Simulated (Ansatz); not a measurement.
# ZrB2: energy less free atoms and pressure against volume per atom

All results are calculated (Ansatz 0.2.0). Periodic Kohn-Sham DFT of a crystal at fixed atoms; pressure and stress are positive in compression; the energy is the free energy less that of spherical unpolarised free atoms; site moments are those in the method's own spheres, positive along +z.

Cell of the first row (space group P6/mmm, No. 191):
```
CELL_PARAMETERS angstrom
3.10040 0.00000 0.00000
-1.55020 2.68500 0.00000
0.00000 0.00000 3.44810
ATOMIC_POSITIONS crystal
Zr 0.00000 0.00000 0.00000
B 0.33333 0.66667 0.50000
B 0.66667 0.33333 0.50000
```

Settings of every row: method all-electron LAPW; functional LDA; relativity scalar; k mesh 13x13x10; filling fermi-dirac; smearing width 0.03 eV; basis error target 1 meV/atom; nucleus gaussian.

Atom start moment: 0 on all atoms.

| row | volume per atom (Å³) | energy less free atoms (eV/atom) | pressure (GPa) |
| --- | --- | --- | --- |
| 1 | 9.568 | -8.7547 | 9.049 |
| 2 | 9.772 | -8.7624 | 3.056 |
| 3 | 9.975 | -8.7627 | -2.362 |
| 4 | 10.077 | ? | ? |
| 5 | 10.179 | -8.7566 | -7.261 |
| 6 | 10.281 | -8.7512 | -9.531 |
| 7 | 10.382 | -8.7445 | -11.691 |
| 8 | 10.586 | -8.727 | -15.697 |
| 9 | 10.79 | -8.7048 | -19.319 |

Question: what energy less free atoms and pressure should row 4 give?

Worked fit of energy less free atoms. Take u = (V_r/V)^(2/3) − 1 with V_r = 10.23 Å³ an atom, which is twice the finite (Eulerian) strain; such expansions in the strain, on which the Birch-Murnaghan equation of state is built, carry the rest volume and the bulk modulus. The shown rows have u = 0.04561, 0.03101, 0.01697, 0.00334, -0.00331, -0.00978, -0.02255, -0.03491. Least squares give energy less free atoms = −8.75405 − 0.8061 × u + 17.354 × u² eV/atom; a straight line predicts inner rows, each left out in turn, worse (root mean square 0.009 against 4.9e-05 eV/atom). The rows lie off it by 0.0000, 0.0000, 0.0000, -0.0001, 0.0000, 0.0000, 0.0000, 0.0000. Its lowest point lies at u = 0.0232, or V = 9.884 Å³ an atom, and the curvature there gives the bulk modulus at fixed shape and fractions, B = (4/9)(1 + u)² E″(u)/V = 262 GPa. Letting shape and atoms relax would as a rule lower it, by much in layered, chain or molecular crystals. The withheld row has u = 0.0101, so the fit gives −8.75405 − 0.8061 × (0.0101) + 17.354 × (0.0101)² = -8.7604 eV/atom.

The calculation gave -8.7604 eV/atom. The fit meets it to the printed digit.

Worked fit of pressure. Take u = (V_r/V)^(2/3) − 1 with V_r = 10.23 Å³ an atom, which is twice the finite (Eulerian) strain; such expansions in the strain, on which the Birch-Murnaghan equation of state is built, carry the rest volume and the bulk modulus. The shown rows have u = 0.04561, 0.03101, 0.01697, 0.00334, -0.00331, -0.00978, -0.02255, -0.03491. Least squares give pressure = −8.4184 + 342.795 × u + 878.92 × u² GPa; a straight line predicts inner rows, each left out in turn, worse (root mean square 0.45 against 0.011 GPa). The rows lie off it by 0.004, -0.001, -0.014, 0.003, 0.012, -0.004, 0.004, -0.005 (root mean square 0.0073 GPa). The pressure vanishes at u = 0.0232, or V = 9.884 Å³ an atom, and there the bulk modulus at fixed shape and fractions is B = −V dP/dV = (2/3)(1 + u) dP/du = 262 GPa. Letting shape and atoms relax would as a rule lower it, by much in layered, chain or molecular crystals. The withheld row has u = 0.0101, so the fit gives −8.4184 + 342.795 × (0.0101) + 878.92 × (0.0101)² = -4.867 GPa.

The calculation gave -4.873 GPa. The fit lies 0.006 GPa (0.021 % of the column's range) above it; its largest miss of a shown row is 0.014 GPa.
